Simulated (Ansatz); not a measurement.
Ligand exchange: C4H9NO + C2H6GeO → C4H8O2 + C2H7GeN

Species: C4H9NO (butyramide) `CCCC(N)=O`, singlet; C2H6GeO `C[CH2][Ge][OH]`, singlet; C4H8O2 (butyric acid) `CCCC(=O)O`, singlet; C2H7GeN `C[CH2][Ge][NH2]`, singlet. The partners trade NH2 for OH: C–NH2 and Ge–OH bonds give way to C–OH and Ge–NH2.

Shapes, held fixed at every level: PBE0-D4/def2-TZVP. Flexible molecules stand in one conformer, not always the lowest. Programs: Ansatz 0.2.0. Electronic energies: no zero-point or thermal term.

```csv
level,kind,ΔE (kJ/mol),less CCSD(T)/def2-TZVPP
PBE-D4/def2-TZVPP,GGA,+16.5,+8.4
r2SCAN-D4/def2-TZVPP,meta-GGA,+14.7,+6.6
PBE0-D4/def2-TZVPP,global hybrid,+14.5,+6.4
wB97X-V/def2-TZVPP,range-separated hybrid,+13.9,+5.8
B2PLYP/def2-TZVPP,double hybrid,+15.0,+6.9
MP2/def2-TZVPP,perturbation theory,+9.1,+1.0
CCSD/def2-TZVPP,coupled cluster or CI,+8.5,+0.4
CCSD(T)/def2-TZVPP,coupled cluster or CI,+8.1,0.0
```

The highest level, CCSD(T)/def2-TZVPP, gives ΔE = +8.1 kJ/mol; the levels span +8.1 to +16.5. The column of differences is taken from that level and isn't an error. No measured value is set beside it here. Relativity is left out for Ge. Outer-core shells of Ge are correlated in most correlated rows, in sets that cover them unevenly.

The exchange is uphill at every level, so hydroxide prefers the germylene centre and the amino group prefers the acyl carbon. Two effects probably work together: divalent germanium, more electropositive than carbon, gains more from a polar bond to oxygen, while butyramide loses amide resonance that the weaker π donation of OH in the acid only partly replaces. Donation from nitrogen into the formally empty p orbital on germanium opposes this, which suggests why the net preference is modest.

The sign is secure across these methods, the size less so. The density functionals, the double hybrid included, all lie above the wavefunction results, and climbing from GGA to double hybrid brings no steady approach to them. This offset may come from the functionals' balance of polar bonding and π delocalisation or from basis-set incompleteness in the correlated energies. MP2, CCSD and CCSD(T) agree closely, so triples matter little here, but that agreement within one basis doesn't establish the basis-set limit.
